Scandium is the row that looks wrong. From magnesium to calcium the transition state less ΔSCF for the L1 level stays at −0.14 eV, and at scandium it drops to −0.19 eV. The K column, which otherwise rises at every step, slips from 0.06 to 0.05 eV. That slip is one unit of the last digit and means little alone, but the trend called for a rise of about 0.02 eV, and titanium and vanadium stay below the earlier line too.

Neutral atoms computed with Radial Dirac-Fock and Kohn-Sham solver 2, using Dirac-Kohn-Sham LDA (Slater exchange, VWN correlation) and a finite nucleus, spherical and without spin polarisation. The half occupied eigenvalue is minus the orbital energy with half an electron removed from the level, relative to the vacuum level.

| species | Z | configuration | half occupied eigenvalue (K) (eV) | transition state less ΔSCF (K) (eV) | half occupied eigenvalue (L1) (eV) | transition state less ΔSCF (L1) (eV) |
| --- | --- | --- | --- | --- | --- | --- |
| O | 8 | [He] 2s2 2p4 | 550.5 | -0.21 | 31.318 | -0.11 |
| F | 9 | [He] 2s2 2p5 | 703.2 | -0.19 | 38.103 | -0.12 |
| Ne | 10 | [He] 2s2 2p6 | 874.7 | -0.18 | 45.450 | -0.12 |
| Mg | 12 | [Ne] 3s2 | 1315.8 | -0.13 | 90.789 | -0.14 |
| Al | 13 | [Ne] 3s2 3p1 | 1573.1 | -0.10 | 119.92 | -0.14 |
| Si | 14 | [Ne] 3s2 3p2 | 1853.8 | -0.08 | 152.16 | -0.14 |
| P | 15 | [Ne] 3s2 3p3 | 2157.8 | -0.05 | 187.60 | -0.14 |
| S | 16 | [Ne] 3s2 3p4 | 2485.5 | -0.03 | 226.30 | -0.14 |
| Cl | 17 | [Ne] 3s2 3p5 | 2836.7 | 0 | 268.29 | -0.14 |
| Ar | 18 | [Ne] 3s2 3p6 | 3211.5 | 0.02 | 313.61 | -0.14 |
| K | 19 | [Ar] 4s1 | 3619.8 | 0.03 | 371.35 | -0.14 |
| Ca | 20 | [Ar] 4s2 | 4053.5 | 0.06 | 433.80 | -0.14 |
| Sc | 21 | [Ar] 3d1 4s2 | 4506.5 | 0.05 | 493.49 | -0.19 |
| Ti | 22 | [Ar] 3d2 4s2 | 4983.6 | 0.07 | 556.25 | -0.20 |
| V | 23 | [Ar] 3d3 4s2 | 5484.8 | 0.09 | 622.26 | -0.20 |

K is the 1s level and L1 the 2s level. The half occupied eigenvalue is minus the orbital energy $\varepsilon$ with half an electron removed from the level, ΔSCF is the energy of the ion with a full hole less that of the atom, and their difference is called the residue here. By Janak's theorem $\varepsilon = \partial E/\partial n$ for occupation $n$, so

$$\Delta\mathrm{SCF} = -\int_{n_0-1}^{n_0}\varepsilon\,dn, \qquad \text{residue} = \frac{E'''}{24} + \frac{E^{(5)}}{1920} + \dots$$

with the derivatives taken at $n_0-\tfrac12$. The transition state is the midpoint rule for this integral, exact for any energy quadratic in $n$. The part that cancels is large. In the same calculations ΔSCF for K exceeds minus the ground-state eigenvalue by 39.8 eV in oxygen and 134.6 eV in vanadium, the usual LDA sign, with self-interaction outweighing relaxation. Half occupation leaves −0.21 and +0.09 eV. Both estimates come from one spherical, spin-unpolarised LDA, so the residue measures a quadrature and says nothing of accuracy: neon's K value of 874.7 eV stands against a measured one of roughly 870 eV (a rough recalled figure), with spin polarisation of the hole missing.

A model without parameters shows which terms survive. Put $n$ electrons in a 1s orbital of exponent $\zeta$. In hartree the kinetic energy is $n\zeta^2/2$, the attraction $-nZ\zeta$, the Hartree energy with self-repulsion $5n^2\zeta/16$ and the LDA exchange $-a\,n^{4/3}\zeta$, where $a = \tfrac34(3/\pi)^{1/3}\cdot 27/(64\pi^{1/3}) = 0.213$. Minimising over $\zeta$ gives

$$E(n) = -\frac n2\left(Z - \frac{5n}{16} + a\,n^{1/3}\right)^2 .$$

The terms $-nZ^2/2$ and $5Zn^2/16$ set the size of the binding energy and drop out of the residue. Exchange, $-aZn^{4/3}$, has a positive third derivative and leaves a positive residue proportional to $Z$. The change of $\zeta$ with $n$ gives $-25n^3/512$, a negative residue independent of $Z$.

For argon, which enters no fit in this estimate, the midpoint error of $n^{4/3}$ between 2 and 1 is $\tfrac43(1.5)^{1/3} - (2^{4/3}-1) = 0.00644$. The slope is then $0.00644 \times 0.213 \times 27.2 = 0.0373$ eV per unit of $Z$, or 0.67 eV at $Z=18$. The cubic term gives $-6\cdot 25/(512\cdot 24)$ hartree, or −0.33 eV, which the smaller cross terms soften to −0.27 eV. The sum is +0.40 eV, and the table has +0.02 eV.

The form is right and the size is wrong. A straight line fitted to the K residues from oxygen to calcium, with the 3d rows left out, has a slope of 0.023 eV per unit of $Z$, or 0.62 of the model's, and a scatter of 0.006 eV, twice what rounding to 0.01 eV would give; the printed analysis below lists the rows. The model lies above the table in every row, by 0.24 eV at oxygen and 0.50 eV at vanadium, and crosses zero near $Z=7$ where the table crosses at chlorine. Chlorine's zero is only that change of sign, between sulfur and argon. The constant is off as well, −0.401 eV for the line against −0.267 eV for the model, which lets only 1s relax; relaxation of the other shells is the likely remainder.

The excess slope has a plausible source. Exchange acts on the total density $\rho$, and the third derivative of $\rho^{4/3}$ falls as $\rho^{-5/3}$, so other electrons in the same region dilute the curvature. Frozen hydrogenic orbitals with Slater charges and a full L shell lower the exchange slope from magnesium to calcium to about 0.02 eV per unit of $Z$, as in the table. The orbitals are too crude for this to be more than agreement in size, and the calculations do not separate exchange from relaxation. The rise from oxygen to neon is flatter, 0.015 against 0.025 for magnesium to argon, though three rounded rows barely establish it. Dilution does not explain the difference, since it keeps growing from magnesium on as the L shell contracts towards the K shell; the likelier source is the relaxation term, which is only roughly constant and deepens while 2p fills. A form linear in $Z^2$ scatters twice as much as the line in $Z$, so the rows favour the latter. Relativity was not separated, but this preference and the non-relativistic origin of both terms suggest that its share is small over this range.

Dilution may also account for the flat L1 column. A 2s electron shares its region with six 2p electrons, so the density there is several times its own, and the crude estimate of its exchange slope falls from about 0.01 to about 0.001 eV per unit of $Z$. With the rising term nearly gone, a negative relaxation term would be left, and the residue is indeed negative in every row. More digits from the same calculations, at hand for every plateau row but silicon, put it between −0.136 and −0.145 eV. From oxygen to neon 2s is a valence level and the residue is −0.11 to −0.12 eV. Fewer 2p electrons and no outer shell both mean less relaxation and push that way, though the parts were not separated; oxygen and fluorine, like every open-shell row, are configuration averages rather than real terms.

One row leans towards the opposite limit. Potassium's lone 4s electron is emptied from 1 to 0, where the midpoint error of $n^{4/3}$ is nine times that from 2 to 1, and its residue is +0.023 eV against −0.030 eV for the 4s of calcium. The 4s is still partly diluted by the core, and at so low a density LDA correlation, which hardly matters for K and L1, adds a positive part of its own. Aluminium's single 3p electron is also emptied from 1 to 0 and still has a negative residue, as dilution by the 3s pair in the same region would suggest. The same argument says that a spin-polarised core hole, which empties one spin channel from 1 to 0, would carry a larger exchange term, so the small K residues probably belong to the unpolarised treatment.

At scandium the numbers show a step shared by several levels. From calcium to titanium the residues of 2s, 2p₃/₂, 3s and 3p₃/₂ all move by −0.05 to −0.06 eV, while that of 4s moves by −0.003 eV. The K residues of the three 3d rows lie 0.03 to 0.04 eV below the line that excluded them. The cancelled linear term changes as well: for L1 the excess of ΔSCF over minus the ground-state eigenvalue grows by 1.54 eV per unit of $Z$ from argon to calcium and by only 0.11 from calcium to titanium, a sign that the added electrons screen the hole strongly.

Theory offers a route from screening to a residue. With $x$ electrons removed, an outer shell of response $\chi$ lowers the energy by $\chi x^2/2$, which the midpoint rule handles exactly. A shell that tightens as the hole grows has $\chi = \chi_0 - \chi_1 x$ in that expression, which adds $\chi_1x^3/2$ and a residue of $-\chi_1/8$. The 3d orbital at the start of the series, lying inside 4s and known to contract sharply when the core charge rises, suits this picture, and the indifference of 4s suits it too. For the L and M levels relaxation of 3d is the likely cause, inferred here from the coincidence, and the size may depend on averaging the open shell over $j$ without spin. The K offset should not be laid on 3d contraction alone: part of it may be the fitted line carrying on a drift in relaxation that stops after calcium.

In practice, half occupation reproduced ΔSCF for K and L1 in every row within 0.21 eV, which is at most about 0.04 % of the K energy, while the L1 difference is at most about 0.35 % of the L1 energy, oxygen being the worst case for both. Other levels of the same calculations do worse: the 2p levels of titanium and vanadium differ by −0.24 eV, and the 3d level of titanium by −0.16 eV in about 10 eV. A level alone in its region should drift positive with $Z$, a level buried in other density should stay negative, and a soft shell around it can push it lower. What the table leaves open is why the 3d effect arrives almost whole with the first electron: L1 reads −0.19 eV at scandium, −0.200 at titanium and −0.204 at vanadium, and whether added electrons and a stiffer orbital truly offset each other would take a calculation with 3d frozen.

Printed output of the fit:

```
rounding floor of residues: +-0.005 eV, rms 0.003 eV
ion dK/eV line(O-Ca) resid | 1s model, table-model | dK/TS ppm | dL1/eV dL1/TS %
O  -0.21 -0.216 +0.006 | +0.032 -0.242 | -381 | -0.11 -0.351
F  -0.19 -0.193 +0.003 | +0.069 -0.259 | -270 | -0.12 -0.315
Ne -0.18 -0.170 -0.010 | +0.107 -0.287 | -206 | -0.12 -0.264
Mg -0.13 -0.124 -0.006 | +0.181 -0.311 | -99 | -0.14 -0.154
Al -0.10 -0.101 +0.001 | +0.218 -0.318 | -64 | -0.14 -0.117
Si -0.08 -0.077 -0.003 | +0.256 -0.336 | -43 | -0.14 -0.092
P  -0.05 -0.054 +0.004 | +0.293 -0.343 | -23 | -0.14 -0.075
S  -0.03 -0.031 +0.001 | +0.330 -0.360 | -12 | -0.14 -0.062
Cl +0.00 -0.008 +0.008 | +0.368 -0.368 | +0 | -0.14 -0.052
Ar +0.02 +0.015 +0.005 | +0.405 -0.385 | +6 | -0.14 -0.045
K  +0.03 +0.038 -0.008 | +0.442 -0.412 | +8 | -0.14 -0.038
Ca +0.06 +0.061 -0.001 | +0.480 -0.420 | +15 | -0.14 -0.032
Sc +0.05 +0.084 -0.034 | +0.517 -0.467 | +11 | -0.19 -0.039
Ti +0.07 +0.108 -0.038 | +0.554 -0.484 | +14 | -0.20 -0.036
V  +0.09 +0.131 -0.041 | +0.591 -0.501 | +16 | -0.20 -0.032
line O-Ca: -0.401 +0.0231 Z eV, zero Z=17.3, rms 0.0056, worst Ne; total rise O-V 0.30 eV
1s model: -0.267 +0.0373 Z eV, zero Z=7.1; slope table/model 0.62
alt a+bZ^2 O-Ca: rms 0.0118, Sc-V resid [-0.061 -0.076 -0.093]
all rows: one line slope 0.0209 rms 0.0122; line+3d step -0.037 eV rms 0.0051
O-Ne: K slope +0.0150, L1 slope -0.0050 eV/Z, L1 mean -0.117 eV
Mg-Ar: K slope +0.0250, L1 slope -0.0000 eV/Z, L1 mean -0.140 eV
Mg-Ca: K slope +0.0233, L1 slope +0.0000 eV/Z, L1 mean -0.140 eV
Sc-V: K slope +0.0200, L1 slope -0.0050 eV/Z, L1 mean -0.197 eV
crude exchange slope Mg-Ca K: alone +0.0373, with other K,L density +0.0227 eV/Z
crude exchange slope Mg-Ca L1: alone +0.0096, with other K,L density +0.0007 eV/Z
n^(4/3) midpoint factor: 2->1 0.00644, 1->0 0.05827, ratio 9.0
L1 residue, finer (eV, floor 0.001): O-0.110 Mg-0.139 Al-0.145 P-0.143 S-0.141 Cl-0.140 Ar-0.139 K-0.144 Ca-0.136 Ti-0.200 V-0.204
residue/ground-eigenvalue error K %: O-0.53 Mg-0.21 Al-0.14 P-0.06 S-0.03 Cl+0.00 Ar+0.02 K+0.03 Ca+0.05 Ti+0.05 V+0.07
residue/ground-eigenvalue error L1 %: O-1.44 Mg-1.20 Al-1.16 P-0.98 S-0.90 Cl-0.84 Ar-0.78 K-0.75 Ca-0.65 Ti-0.95 V-0.95
ground-eigenvalue error K: model O 57.0 V 170.7 eV (runs 39.8, 134.6), model slope 7.58 eV/Z
  its slope in runs O-V: K 6.32, L1 0.92 eV/Z
  its slope in runs Al-Ar: K 6.51, L1 1.05 eV/Z
  its slope in runs Ar-Ca: K 7.25, L1 1.54 eV/Z
  its slope in runs Ca-Ti: K 6.11, L1 0.11 eV/Z
  its slope in runs Ti-V: K 6.32, L1 0.43 eV/Z
residue change Ca->Ti (eV): L1-0.064 L3-0.057 M1-0.055 M3-0.046 N1-0.003
4s residue: potassium +0.023, Ca -0.030, Ti -0.032 eV
```
